## Appendix: Non-adiabatic phonon self-energy with two statically screened vertices

### A.1 Premises and conventions

The wavevector $\mathbf q$ is fixed and response functions are retarded, $\omega\to\omega+i0^+$. We set $\hbar=1$ except in A.7. A potential $a(\mathbf r)$ of Bloch wavevector $\mathbf q$ is a vector $|a\rangle$, with matrix elements $a_{mn}(\mathbf k)=\langle m\mathbf k+\mathbf q|a|n\mathbf k\rangle$ between one-electron states of energy $\varepsilon_{n\mathbf k}$ and occupation $f_{n\mathbf k}$ per spin. Three premises are used.

(i) The lattice is harmonic, and the electrons respond linearly to the displacements with the response function $\chi(\omega)$ of the crystal with clamped nuclei.

(ii) The response obeys $\chi=\chi_0+\chi_0K\chi$ with a Hermitian kernel $K$ independent of frequency: $K=v$, the Coulomb interaction, in the random-phase approximation (RPA), and $K=v+f_{xc}$ in adiabatic time-dependent density-functional theory.

(iii) The independent-particle response is built from the same states at every frequency. Per primitive cell, with spin degeneracy and $N_k$ points in the zone,

$$\langle a|\chi_0(\omega)|b\rangle=\frac{2}{N_k}\sum_{mn\mathbf k}\frac{f_{n\mathbf k}-f_{m\mathbf k+\mathbf q}}{\omega+\varepsilon_{n\mathbf k}-\varepsilon_{m\mathbf k+\mathbf q}+i0^+}\,a^*_{mn}(\mathbf k)\,b_{mn}(\mathbf k).\tag{A1}$$

At $\omega=0$ the delta-function part of (A1) multiplies a difference of occupations at equal energies and vanishes. The remaining weights are real, so $\chi_0(0)$ is Hermitian. At finite $\omega$ it is in general not.

Let $Q_\nu$ be mass-scaled normal coordinates and $\partial_\nu V$ the derivative of the bare ionic potential. A displacement $Q_\nu e^{-i\omega t}$ induces the density $\chi(\omega)|\partial_\nu V\rangle Q_\nu$, which exerts the force $-\langle\partial_\mu V|\chi|\partial_\nu V\rangle Q_\nu$ on mode $\mu$. The other harmonic forces come from the ion-ion repulsion and from the second derivative of $V$ in the ground-state density, and form a frequency-independent matrix $\Phi^0$. With the bare vertex $|g^b_\nu\rangle=(2\omega_\nu)^{-1/2}|\partial_\nu V\rangle$, the equation of motion gives

$$\det\big[\omega^2\delta_{\mu\nu}-\Phi^0_{\mu\nu}-2\sqrt{\omega_\mu\omega_\nu}\,\Pi_{\mu\nu}(\omega)\big]=0,\qquad\Pi_{\mu\nu}(\omega)=\langle g^b_\mu|\chi(\omega)|g^b_\nu\rangle .\tag{A2}$$

The frequencies $\omega_\nu$ only normalise the vertex and cancel in the product $\sqrt{\omega_\mu\omega_\nu}\,\Pi_{\mu\nu}$. The adiabatic (Born-Oppenheimer) frequencies $\omega^{\rm ad}_\nu$ are defined by diagonalising $\Phi^0+2\sqrt{\omega_\mu\omega_\nu}\,\Pi_{\mu\nu}(0)$. In that basis, and for a mode not mixed with others,

$$\omega^2=(\omega^{\rm ad}_\nu)^2+2\omega_\nu\,\Delta\Pi_{\nu\nu}(\omega),\qquad\Delta\Pi(\omega)=\Pi(\omega)-\Pi(0).\tag{A3}$$

In a metal the adiabatic value at the zone centre means $\omega=0$ first and $\mathbf q\to0$ afterwards.

### A.2 The screened vertex

Define $\epsilon(\omega)=1-K\chi_0(\omega)$, assumed invertible. Premise (ii) gives $\chi=(1-\chi_0K)^{-1}\chi_0$. Since $(1-\chi_0K)\chi_0=\chi_0(1-K\chi_0)$, also $\chi=\chi_0\epsilon^{-1}$. The screened vertex and the screened interaction are

$$|g^s(\omega)\rangle=\epsilon^{-1}(\omega)|g^b\rangle,\qquad W(\omega)=\epsilon^{-1}(\omega)K .\tag{A4}$$

The first relation is the self-consistency condition $g^s=g^b+K\chi_0g^s$, so $g^s(0)$ is the self-consistent potential of static density-functional perturbation theory. Equation (A2) becomes $\Pi_{\mu\nu}(\omega)=\langle g^b_\mu|\chi_0(\omega)|g^s_\nu(\omega)\rangle$. The full self-energy has one bare and one dynamically screened vertex; screening both would count each bubble diagram with $n$ interaction lines $n+1$ times. The difference $\Delta\Pi$ has another structure.

### A.3 Exact identity for the difference

Let $\Delta(\omega)=\chi_0(\omega)-\chi_0(0)$. Write $\chi(\omega)=\chi_0(\omega)\epsilon^{-1}(\omega)$ and $\chi(0)=[1-\chi_0(0)K]^{-1}\chi_0(0)$, and take out both inverses:

$$\chi(\omega)-\chi(0)=[1-\chi_0(0)K]^{-1}\Big\{[1-\chi_0(0)K]\chi_0(\omega)-\chi_0(0)[1-K\chi_0(\omega)]\Big\}\epsilon^{-1}(\omega).$$

The two terms $\chi_0(0)K\chi_0(\omega)$ cancel in the braces, because the same $K$ stands in both, and $\Delta$ is left. Because $K$ and $\chi_0(0)$ are Hermitian, $1-\chi_0(0)K=\epsilon^\dagger(0)$, so that $\langle g^b|[1-\chi_0(0)K]^{-1}=\langle g^s(0)|$. Hence, exactly within the premises,

$$\Delta\Pi_{\mu\nu}(\omega)=\langle g^s_\mu(0)|\,\chi_0(\omega)-\chi_0(0)\,|g^s_\nu(\omega)\rangle .\tag{A5}$$

The static vertex enters complex-conjugated, as a bra. No inverse of $\chi_0$ was needed.

The frequency dependence of the other vertex follows from $\epsilon(0)-\epsilon(\omega)=K\Delta$. Multiplying by $\epsilon^{-1}(\omega)$ from the left and $\epsilon^{-1}(0)$ from the right gives $\epsilon^{-1}(\omega)-\epsilon^{-1}(0)=W(\omega)\Delta\,\epsilon^{-1}(0)$, that is $|g^s(\omega)\rangle=[1+W(\omega)\Delta]|g^s(0)\rangle$. Insertion in (A5) yields

$$\Delta\Pi_{\mu\nu}=\langle g^s_\mu(0)|\Delta|g^s_\nu(0)\rangle+\langle g^s_\mu(0)|\Delta\,W(\omega)\,\Delta|g^s_\nu(0)\rangle .\tag{A6}$$

The first term, $\Delta\Pi^{ss}$, is the screened-screened formula: (A1) with $a=g^s_\mu(0)$, $b=g^s_\nu(0)$, taken at $\omega$ minus its value at $\omega=0$. The second term is the exact remainder $R$. Writing $\epsilon(\omega)=\epsilon(0)[1-W(0)\Delta]$ gives

$$W(\omega)=[1-W(0)\Delta]^{-1}W(0)=W(0)+W(0)\Delta W(0)+\dots,\tag{A7}$$

so $R$ begins at second order in $\Delta$, and the dimensionless expansion parameter is the operator $W(0)\Delta$. The series converges if its spectral radius is below one. The order counting therefore justifies the formula only where this operator is small on the potentials generated by $\Delta|g^s(0)\rangle$, a condition examined in A.6.

### A.4 Why the first order is complete

The absence of a first-order remainder reflects a stationarity property, used for this purpose by Calandra, Profeta and Mauri (2010). For independent trial densities $n'$ and $n$ define

$$\mathcal F_\omega[n',n]=\langle g^b_\mu+Kn'|\chi_0(\omega)|g^b_\nu+Kn\rangle-\langle n'|K|n\rangle .\tag{A8}$$

The terms containing $\langle n'|$ sum to $\langle n'|K\{\chi_0(\omega)|g^b_\nu+Kn\rangle-|n\rangle\}$, which vanishes for every $n'$ when $n$ is the self-consistent density $n_\nu(\omega)=\chi_0(\omega)g^s_\nu(\omega)$. There $\mathcal F_\omega=\Pi_{\mu\nu}(\omega)$. The same argument applies to variations of $n$ when $n'$ solves the adjoint equation, with $\chi_0^\dagger(\omega)$. As $\mathcal F_\omega$ is linear in each argument separately, its departure from $\Pi$ is the product of the two departures of the trial densities. With the static densities as trial functions,

$$\mathcal F_\omega[n_\mu(0),n_\nu(0)]=\langle g^s_\mu(0)|\chi_0(\omega)|g^s_\nu(0)\rangle-\langle n_\mu(0)|K|n_\nu(0)\rangle .$$

At $\omega=0$ this equals $\Pi_{\mu\nu}(0)$. The double-counting term does not depend on $\omega$ and drops out of the difference, which is $\Delta\Pi^{ss}$. The doubly screened bubble alone is thus not the self-energy, while its change with frequency is the change of the self-energy to first order.

The expression with one bare and one statically screened vertex lacks this property. From $\langle g^b|=\langle g^s(0)|[1-\chi_0(0)K]$,

$$\langle g^b|\Delta|g^s(0)\rangle=\Delta\Pi^{ss}-\langle g^s(0)|\chi_0(0)K\Delta|g^s(0)\rangle ,\tag{A9}$$

which departs from (A6) at first order in $\Delta$, with a coefficient $\chi_0(0)K$ that measures the whole static screening and is not small.

If the kernel depends on frequency, with $K(0)$ Hermitian, the braces of A.3 contain the further term $\chi_0(0)[K(\omega)-K(0)]\chi_0(\omega)$. Equation (A5) then gains $\langle n_\mu(0)|K(\omega)-K(0)|n_\nu(\omega)\rangle$, of first order in the change of the kernel. Premise (ii) cannot be dropped.

### A.5 Linewidth

The same factorisation applied to $\chi-\chi^\dagger=\chi_0\epsilon^{-1}-(\epsilon^\dagger)^{-1}\chi_0^\dagger$, with $\epsilon^\dagger=1-\chi_0^\dagger K$, leaves $\chi_0-\chi_0^\dagger$ between the inverses. Therefore

$$\mathrm{Im}\,\Pi_{\nu\nu}(\omega)=-\frac{2\pi}{N_k}\sum_{mn\mathbf k}|g^s_{mn\nu}(\mathbf k;\omega)|^2(f_{n\mathbf k}-f_{m\mathbf k+\mathbf q})\,\delta(\omega+\varepsilon_{n\mathbf k}-\varepsilon_{m\mathbf k+\mathbf q}),\tag{A10}$$

apart from poles of $\epsilon^{-1}$ on the real axis (undamped plasmons). This is negative or zero for $\omega>0$, and the full width of a narrow line near $\omega_\nu$ is $-2\,\mathrm{Im}\,\Pi_{\nu\nu}$. The imaginary part of $\Delta\Pi^{ss}$ is (A10) with $g^s(0)$ in both places. It keeps the sign and changes the width by a relative amount of order $W\Delta$.

### A.6 Size of the remainder

Valence-to-conduction transitions of energy $\delta\ge E_g$ enter (A1) in pairs as $-2\delta/(\delta^2-\omega^2)$, whose relative change from $\omega=0$ is $\omega^2/(\delta^2-\omega^2)$, small when $\omega\ll E_g$. Intraband transitions behave differently. For $q\ll k_F$ the weight in (A1) is $(-\partial f/\partial\varepsilon)\,\mathbf v\cdot\mathbf q/(\omega-\mathbf v\cdot\mathbf q)$, with $\mathbf v$ the band velocity. It equals $\partial f/\partial\varepsilon$ at $\omega=0$, so the weight in $\Delta$ is

$$\Big(-\frac{\partial f}{\partial\varepsilon}\Big)\frac{\omega}{\omega-\mathbf v\cdot\mathbf q}\;\longrightarrow\;-\frac{\partial f}{\partial\varepsilon}\qquad(vq\ll\omega).\tag{A11}$$

The intraband part of $\Delta$ is as large as the static intraband response itself. Whether $W(0)\Delta$ is small depends on the channel.

*Macroscopic charge.* For the potential $e^{i\mathbf q\cdot\mathbf r}$, $\Delta\to N$, the density of states per cell at the Fermi level, both spins included. With a background dielectric constant $\epsilon_\infty$ and cell volume $\Omega$, the kernel is $v_q=e^2/(\varepsilon_0\epsilon_\infty\Omega q^2)$ in SI units, $W(0)=v_q/(1+v_qN)$, and

$$W(0)\Delta\simeq\frac{q_{TF}^2}{q^2+q_{TF}^2},\qquad q_{TF}^2=\frac{e^2N}{\varepsilon_0\epsilon_\infty\Omega}.\tag{A12}$$

This tends to one as $q\to0$. In this scalar channel $1-W(0)\Delta=\epsilon(\omega)/\epsilon(0)$ exactly, with $\epsilon(0)=1+q_{TF}^2/q^2$ and $\epsilon(\omega)\simeq1-\omega_p^2/\omega^2$, $\omega_p$ being the plasma frequency. A vertex that couples to the net carrier charge, such as the Fröhlich vertex of a doped polar crystal, has $g^s(\omega)/g^s(0)=\epsilon(0)/\epsilon(\omega)$, which diverges as $q^{-2}$. The screened-screened formula fails there and (A5) must be kept.

*Non-polar modes.* The macroscopic channel enters $R$ through the cross element $\langle e^{i\mathbf q\cdot\mathbf r}|\Delta|g^s(0)\rangle$. The zone-centre optical mode of the diamond structure transforms as $T_{2g}$ and $\Delta$ is invariant under the point group, so the expansion of this element in $\mathbf q$ obeys selection rules. The zeroth order is totally symmetric and the first order is odd under inversion; both vanish. The second order contains $q_xq_y$ and its partners, which are $T_{2g}$, and survives. Two such factors times $W(\omega)\simeq v_q/(1-\omega_p^2/\omega^2)\propto q^{-2}$ give $R=O(q^2)$, provided $\omega\ne\omega_p$.

The coefficient can be found for one spherical band with vertex $gP_2(\mu)$, where $P_2$ is the Legendre polynomial and $\mu$ the cosine of the angle between $\mathbf k$ and $\mathbf q$. With $s=v_Fq/\omega$, (A11) gives the weight $N(1+s\mu+s^2\mu^2+\dots)$. The angular averages are $\langle P_2^2\rangle=1/5$, $\langle P_2\mu^2\rangle=2/15$, $\langle P_2^2\mu^2\rangle=11/105$ and $\langle\mu^2\rangle=1/3$. The last gives $\chi_0(\omega)=Ns^2/3$ in the charge channel and $v_qNs^2/3=\omega_p^2/\omega^2$, so that $W(\omega)=-(3/Ns^2)\,\omega_p^2/(\omega_p^2-\omega^2)$. To order $s^2$,

$$\Delta\Pi^{ss}=Ng^2\Big(\frac15+\frac{11}{105}s^2\Big),\qquad R=-\frac{4}{75}Ng^2s^2\,\frac{\omega_p^2}{\omega_p^2-\omega^2}.\tag{A13}$$

For $\omega\ll\omega_p$ the remainder is $-\frac4{15}s^2$ of the leading term, but it cancels $28/55$, about half, of the $q^2$ term. The zone-centre shift is untouched by this channel, while the initial curvature of a branch with a non-zero cross element is not reliably given. Replacing $W(\omega)$ by $W(0)\simeq1/N$ would give a positive term of order $s^4$, wrong in sign and power.

*Short-range channels.* What remains at $q\to0$ is the part of $W$ with the symmetry of the mode. If one operator $O$ dominates, $g^s(0)=gO$, and $w$ is the static screened interaction per cell in that channel, then (A6) and (A7) sum to $\Delta\Pi=g^2\Delta_{OO}/(1-w\Delta_{OO})$. Here $w$ is finite and $\Delta_{OO}$ scales with the density of states, which is low in a doped semiconductor.

### A.7 Illustration: zone-centre optical phonon of boron-doped diamond

*Model.* Boron is represented by holes in rigid bands at $T=0$. The threefold valence-band top is described by orbitals $|x\rangle,|y\rangle,|z\rangle$ and a spherical dispersion: a light band of mass $m_l$ with projector $P_l=\hat{\mathbf k}\hat{\mathbf k}^T$, and a heavy doublet of mass $m_h=rm_l$ with $P_h=1-P_l$. A relative displacement $u$ of the two sublattices along $z$ couples through $DuO$, with $O=|x\rangle\langle y|+|y\rangle\langle x|$, the form that $T_{2g}$ symmetry allows; $D$ is statically screened. The reduced mass is $M/2$, so $g=Du_0$ with $u_0=\sqrt{\hbar/M\omega_0}$, normalised to the undoped frequency $\omega_0$.

*Weights.* Averaged over directions, $\mathrm{tr}(P_lOP_lO)=4\langle\hat k_x^2\hat k_y^2\rangle=4/15$ and $\mathrm{tr}(P_lO^2)=\langle\hat k_x^2+\hat k_y^2\rangle=2/3$, so $\mathrm{tr}(P_lOP_hO)=2/3-4/15=2/5$. From $\mathrm{tr}\,O^2=2$, $\mathrm{tr}(P_hOP_hO)=2-4/15-4/5=14/15$.

*Hole bubble.* Let $\Pi^h(\omega)=g^2\langle O|\chi_0(\omega)|O\rangle$ within the valence triplet, at $q\to0$. The densities of states of one band, with spin, are $N_{l,h}=\Omega m_{l,h}k_{l,h}/\pi^2\hbar^2$, with Fermi wavevectors $k_h=\sqrt r\,k_l$ and hole density $n=(k_l^3+2k_h^3)/3\pi^2$. Transitions within the light band or within the degenerate doublet give

$$\Pi^h_{\rm intra}(0)=-g^2\big(\tfrac4{15}N_l+\tfrac{14}{15}N_h\big),\qquad\Pi^h_{\rm intra}(\omega\neq0)=0 .\tag{A14}$$

Light-heavy transitions are open for $k_l<k<k_h$, with energy $\delta=\delta_1x^2$, $x=k/k_l$, $\delta_1=E_F(1-1/r)$. Then $\Pi^h_{\rm inter}=-\frac25g^2(\Omega/\pi^2)\int k^2dk\,2\delta/(\delta^2-\hbar^2\omega^2)$. With $y^2=\hbar\omega/\delta_1<1$ and $\Omega k_l^3/\pi^2=2E_FN_l$, the integrand reduces to $x^4/(x^4-y^4)$ and

$$\Pi^h_{\rm inter}(\omega)=-\frac85\frac{r}{r-1}\,g^2N_l\Big[x+\frac y4\ln\frac{x-y}{x+y}-\frac y2\arctan\frac xy\Big]_{x=1}^{\sqrt r}.\tag{A15}$$

At $\omega=0$ the bracket is $\sqrt r-1$. For $r\to1$ the static interband term tends to $-\frac45g^2N_l$ and the static total to $-g^2N_l\,\mathrm{tr}\,O^2$, as it must for three equal bands.

The derivation of A.3 holds for any two independent-particle responses with common $K$ and $g^b$, the left one Hermitian. Applied to the static responses of the doped and undoped crystals it gives, to first order, $(\hbar\omega^{\rm ad})^2=(\hbar\omega_0)^2+2\hbar\omega_0\Pi^h(0)$. Equation (A3) then reads $(\hbar\omega)^2=(\hbar\omega_0)^2+2\hbar\omega_0\Pi^h_{\rm inter}(\omega)$.

*Inputs.* Compiled values: $\omega_0=1332$ cm$^{-1}$ (arXiv:cond-mat/0412643), or 165.1 meV; $E_g=5.48$ eV (Chen 2018); $\epsilon_\infty=5.7$ (Skelton 2020). Further inputs are $a\approx3.567$ Å ($\Omega=a^3/4=11.35$ Å$^3$), $M=12.011$ u and an assumed $n=1.4\times10^{21}$ cm$^{-3}$, or 0.0159 holes per cell. The approximate values $m_l=0.3\,m_e$, $m_h=0.9\,m_e$ and $D=13$ eV/Å were chosen to give a Fermi energy of a few tenths of an eV and an adiabatic softening near 20 meV, as is typical of density-functional calculations at such doping. The adiabatic softening below is therefore not a prediction.

*Results.* $k_l=0.154$ Å$^{-1}$, $k_h=0.266$ Å$^{-1}$, $E_F=0.300$ eV, $N_l=6.96\times10^{-3}$ and $N_h=36.2\times10^{-3}$ eV$^{-1}$, $u_0=0.0459$ Å, $g=0.597$ eV. The interband continuum runs from $\delta_1=200$ meV to $r\delta_1=601$ meV, above the phonon. The self-consistent root lies at $y=0.891$.

| meV | $\omega=0$ | phonon frequency | difference |
|---|---|---|---|
| intraband | $-12.7$ | $0$ | $+12.7$ |
| interband | $-4.4$ | $-6.0$ | $-1.6$ |
| total $\Pi^h$ | $-17.0$ | $-6.0$ | $+11.1$ |
| $\hbar\omega$ | $147$ | $159$ | $+12$ |

Totals are summed before rounding. In the model the adiabatic softening of 18 meV shrinks to 6 meV, because the holes cannot redistribute over the Fermi surfaces within a vibrational period.

*Neglected terms.* With $N=N_l+2N_h=79.3\times10^{-3}$ eV$^{-1}$, $q_{TF}=0.47$ Å$^{-1}$, and (A12) equals 0.99 at $q=0.04$ Å$^{-1}$: only the selection rule protects the result. The intraband plasma energy, from $\omega_p^2=(e^2/\varepsilon_0\epsilon_\infty)\sum n_b/m_b$ over the three bands, is 0.67 eV, and the last factor of (A13) is 1.06. The condition $v_Fq=\omega$ is met at 0.041 Å$^{-1}$ for light and 0.071 Å$^{-1}$ for heavy holes, against $2\pi/a=1.76$ Å$^{-1}$ for the distance $\Gamma X$. For the longitudinal mode along $\mathbf q\parallel\hat{\mathbf n}=[111]/\sqrt3$ the coupling is $(3\hat{\mathbf n}\hat{\mathbf n}^T-1)/\sqrt3$, whose light-band element is $2P_2(\mu)/\sqrt3$. The one-band result (A13) is then an estimate only, since the trace over the heavy doublet has the opposite sign and interband terms also contribute at order $q^2$.

In the short-range channel $\Delta_{OO}=\Delta\Pi^{ss}/g^2=0.031$ eV$^{-1}$. The model does not fix $w$. An assumed $w=\pm3$ eV gives $|w\Delta_{OO}|=0.09$ and turns 11.1 meV into 12.2 or 10.1 meV at fixed $g$ and $\omega$. Transitions across the gap change by at most about $(\hbar\omega_0/E_g)^2=9\times10^{-4}$, or 0.15 meV for a bubble of size $\hbar\omega_0$. The blocking of such transitions by the holes, of order $2g^2n\Omega/E_g=2$ meV if their vertex is comparable to $g$, is static, like the lattice expansion and the mass change due to boron. These effects move $\omega^{\rm ad}$ and $\omega$ together, can rival the residual 6 meV, and leave the 12 meV difference nearly unchanged. The spin-orbit splitting, approximately 0.01 eV, is small against both $\hbar\omega$ and $E_F$.

The model's line has zero width, since the phonon lies 41 meV below $\delta_1$. This margin is comparable to $k_BT=26$ meV at 300 K and depends on the assumed mass ratio. The real valence bands are strongly warped and boron adds disorder, so heavily doped samples typically show a broadened, asymmetric line, several meV wide, which the model misses altogether.

### A.8 Range of validity

Equations (A5), (A6) and (A10) are exact for a harmonic lattice, a static Hermitian kernel and undamped one-electron states common to $\chi_0(\omega)$ and $\chi_0(0)$. The screened-screened formula gives the difference from the adiabatic frequency, computed with the same bands, kernel and temperature, and not the self-energy itself. It holds when $W(\omega)\Delta$ is small on the densities $\Delta|g^s(0)\rangle$: in insulators with $\omega\ll E_g$; for $\omega\ll v_Fq$, where $\Delta$ itself is small; and for $\omega\gg v_Fq$ when symmetry decouples the vertex from the macroscopic charge and $|w\Delta_{OO}|\ll1$, with a remainder of relative order $(v_Fq/\omega)^2$ from the charge channel. It fails for long-range polar vertices in doped crystals at $q\lesssim q_{TF}$ with $v_Fq\lesssim\omega$, and for $\omega$ near a plasmon or exciton pole of $W$. Equation (A14) also presumes a clean system: a carrier scattering rate comparable to $\omega$ allows the Fermi surfaces to relax and restores part of the adiabatic softening.